Sixth-period 3+ ions with one electron in 7s1/2 over the NIST ground configuration of the 4+ ion, computed with radks 1 and Libxc (Dirac Kohn-Sham, BLYP, spherical, spin-unpolarised, Fermi nucleus). Subshells with j = l − 1/2 are filled first. Excitation and binding energies are total-energy differences, and the configuration listed is that of the 3+ ground ion.

```tsv
species	Z	electrons	configuration	energy above the ground configuration (eV)	binding energy (eV)	quantum defect	outer eigenvalue (eV)	outer mean radius (bohr)	−ε / binding energy
Ce3+	58	55	[Xe] 4f1	23.183	14.524	3.129	-12.903	5.8182	0.888
Sm3+	62	59	[Xe] 4f5	26.785	15.133	3.207	-13.440	5.5780	0.888
Tm3+	69	66	[Xe] 4f12	29.001	16.097	3.323	-14.292	5.2349	0.888
Ta3+	73	70	[Xe] 4f14 5d2	18.593	16.828	3.403	-14.975	4.9962	0.890
Re3+	75	72	[Xe] 4f14 5d4	22.174	17.515	3.475	-15.575	4.7988	0.889
Ir3+	77	74	[Xe] 4f14 5d6	24.403	18.192	3.541	-16.146	4.6207	0.888
Au3+	79	76	[Xe] 4f14 5d8	27.796	18.845	3.601	-16.698	4.4613	0.886
```

## What the columns measure

Each row is a 3+ ion of nuclear charge $Z$ with one electron lifted into 7s over the 4+ core, in relativistic BLYP. The configuration column names the ground ion, so the core under 7s is inferred by removing one electron from the open shell: 4f$^0$, 4f$^4$, 4f$^{11}$ for Ce, Sm, Tm, then 4f$^{14}$ with 5d$^1$, 5d$^3$, 5d$^5$, 5d$^7$. The binding energy $E_b$ is the total energy needed to take the 7s electron away. The quantum defect $\delta$ restates it through $E_b = Z_c^2\,\mathrm{Ry}/n^{*2}$, with core charge $Z_c = 4$ and $n^* = 7-\delta$, so it is a change of units and no separate evidence.

$E_b$ rises in every row, at two rates. The mean slope is 0.143 eV per unit $Z$ from Ce to Tm and 0.336 eV from Ta to Au. The explanation lies in where the added electron sits.

## Two limits of screening

One step in $Z$ adds a proton and one core electron, pictured as a shell of radius $r_s$. If $r_s \to 0$, the electron cancels the proton everywhere and the 7s level does not move. If $r_s \to \infty$, the electron does not screen at all and the core charge goes from 4 to 5. At fixed $n^*$ the binding of Ce would then grow by $(25/16-1)E_b \approx 8$ eV, and somewhat less in practice, because the defect falls as the core charge rises. Both observed slopes lie close to the first limit, so the screening is nearly complete, and the trend is the small remainder.

That remainder can be derived in atomic units. Outside $r_s$ the two added charges cancel, and inside it the 7s electron feels the extra attraction $1/r - 1/r_s$. The defect counts the extra radial phase gathered in the core, in units of $\pi$. With the local wavenumber $k \approx \sqrt{2Z_\text{eff}/r}$, where $Z_\text{eff}$ is the screened charge in that region,

$$\Delta\delta \approx \frac1\pi\int_0^{r_s}\frac{1/r-1/r_s}{k}\,dr = \frac{4}{3\pi}\sqrt{\frac{r_s}{2Z_\text{eff}}}.$$

The formula holds the other shells fixed. In reality they are expected to contract with each added proton and cancel part of the extra attraction, so the formula overshoots the steps found below by a factor of a few and is good for scaling only. It says that a compact shell deep in the core, where the 7s electron moves fast, shifts $\delta$ little, and that a wide outer shell shifts it more. The 4f shell is buried beneath 5s and 5p, while 5d forms the surface of the core. Theory therefore argues for a larger step per 5d electron than per 4f electron, and for steps that shrink as a shell contracts.

## The additive model

The simplest test is $\delta = \delta_0 + a\,n_f + b\,n_d$, with $n_f$ and $n_d$ the 4f and 5d electrons in the core. A least-squares fit to all seven defects, recomputed from $E_b$, gives $a = 0.017$ and $b = 0.033$. Its rms residual in $\delta$ is 0.003, against 0.010 for a quadratic in $Z$ with equally many parameters. The numbers thus favour a change of slope at the change of shell over a smooth bend.

The misfit is far larger than the rounding of the table, and it is systematic, because the steps shrink within each block. Along 5d the slope of $\delta$ per unit $Z$ runs 0.0356, 0.0331, 0.0302, as the formula suggests for a contracting shell. In the ground ions of the same runs the 4d$_{5/2}$ radius falls by 12.3% from Ta to Au, and the sum of $r^2$ over all electrons grows by only 8% although six 5d electrons are added. Both point to a core that contracts, in its outer shells too, though neither gives the 5d radius itself.

Relativity pulls the 7s$_{1/2}$ electron inward as well, and its effect adds to that of incomplete screening. The point-nucleus scale $1-\sqrt{1-(Z\alpha)^2}$, with $\alpha$ the fine-structure constant, puts it at a few thousandths of $\delta$ per unit $Z$, varying smoothly. This is an order of magnitude only, and the share is untested without a nonrelativistic comparison. The constants $a$ and $b$ absorb it and are not pure screening numbers.

In energy the contrast is sharper, with a slope ratio of 2.35 against 1.87 for $\delta$. The reason is the Rydberg formula itself. The conversion factor $dE_b/d\delta = 2E_b/n^*$ grows from 7.50 eV at Ce to 11.09 eV at Au.

## A worked estimate: Ta3+

From Tm to Ta the core gains three 4f electrons and one 5d electron. The estimate takes the 4f step from Sm→Tm and the 5d step from Re→Ir, so that the Ta row itself is not used:

$$\delta = 3.3225 + 3(0.0165) + 0.0331 = 3.405,\qquad E_b = \frac{16(13.606\ \text{eV})}{(7-3.405)^2} = 16.84\ \text{eV}.$$

The table has 16.828 eV, so the estimate is high by about 0.1% of that value. The closeness is partly luck, since the steeper Ta→Re step, which does use Ta, gives 16.868 eV. Either way the intermediate slope from Tm to Ta needs no cause of its own, being a mixture of slow and fast steps.

## Radius and eigenvalue follow

If the 7s electron lives mainly in the Coulomb tail of the core, its mean radius is the hydrogenic $\langle r\rangle = 3n^{*2}/(2Z_c)$ bohr. Then $E_b\langle r\rangle = 6$ Ry bohr $= 81.63$ eV bohr, with no parameter. The rows give 84.05 to 84.50, so the computed radii exceed the hydrogenic ones by 3 to 3.5%. Since the radius is computed separately from $E_b$, this supports the Rydberg picture.

The outer eigenvalue $\varepsilon$ is the Kohn-Sham level of the occupied 7s orbital. Janak's theorem gives $E_b = -\int_0^1\varepsilon(f)\,df$ over the occupation $f$, so for a linear $\varepsilon(f)$ the gap $E_b+\varepsilon$ is half of $d\varepsilon/df$. In BLYP the electron partly repels itself, and such a term should scale as $1/\langle r\rangle$. The numbers agree, for the gap grows by 32.4% while gap times radius stays within a range of 3.4% of its mean. As $E_b$ also goes as $1/\langle r\rangle$, the ratio $-\varepsilon/E_b$ stays between 0.886 and 0.890.

## The excitation energy and its irregular rows

The energy above the ground configuration is the cost of removing a 4f or 5d electron minus $E_b$, so the sum of the two columns is that removal energy. From Tm to Ta the excitation falls by 10.408 eV while $E_b$ rises by only 0.731 eV. The removal energy therefore drops by 9.677 eV. The promoted electron has changed from a buried 4f, which sees a poorly screened nucleus, to an outer 5d, and the two groups are separate trends.

Ir lags among the 5d rows. The rise in removal energy from Re to Ir falls 1.25 eV short of what the mean of the two neighbouring slopes gives, while the same test on $E_b$ yields only $-0.007$ eV, so the lag belongs to the 5d electron. The 5d$_{3/2}$ subshell is filled first and holds four electrons, so Ta and Re lose a 5d$_{3/2}$ electron, and Ir and Au a less bound 5d$_{5/2}$ one. The splitting is $5\zeta/2$ for a spin-orbit constant $\zeta$, about 1.2 eV for a rough recalled $\zeta$ of 0.5 eV. The match argues for a spin-orbit origin, but it rests on four rows.

This step is tied to the filling rule and need not be nature. The shells are spherical and without spin polarisation, so Hund exchange and terms are absent. The 5d$^5$ core of Ir in particular lacks the stabilisation of a half-filled shell, and real excitation energies would carry that structure.

The 4f rows cross a similar boundary, since Ce and Sm lose a 4f$_{5/2}$ electron and Tm a 4f$_{7/2}$ one. Yet the removal energy of Tm lies 4.19 eV below the straight line through Ce and Sm, whereas the splitting $7\zeta/2$ is roughly 1 eV by a recalled constant. Spin-orbit splitting would then cover only about a quarter of the shortfall. The rest suggests that the removal energy rises more slowly as the 4f shell fills, though three rows cannot show such a bend directly.
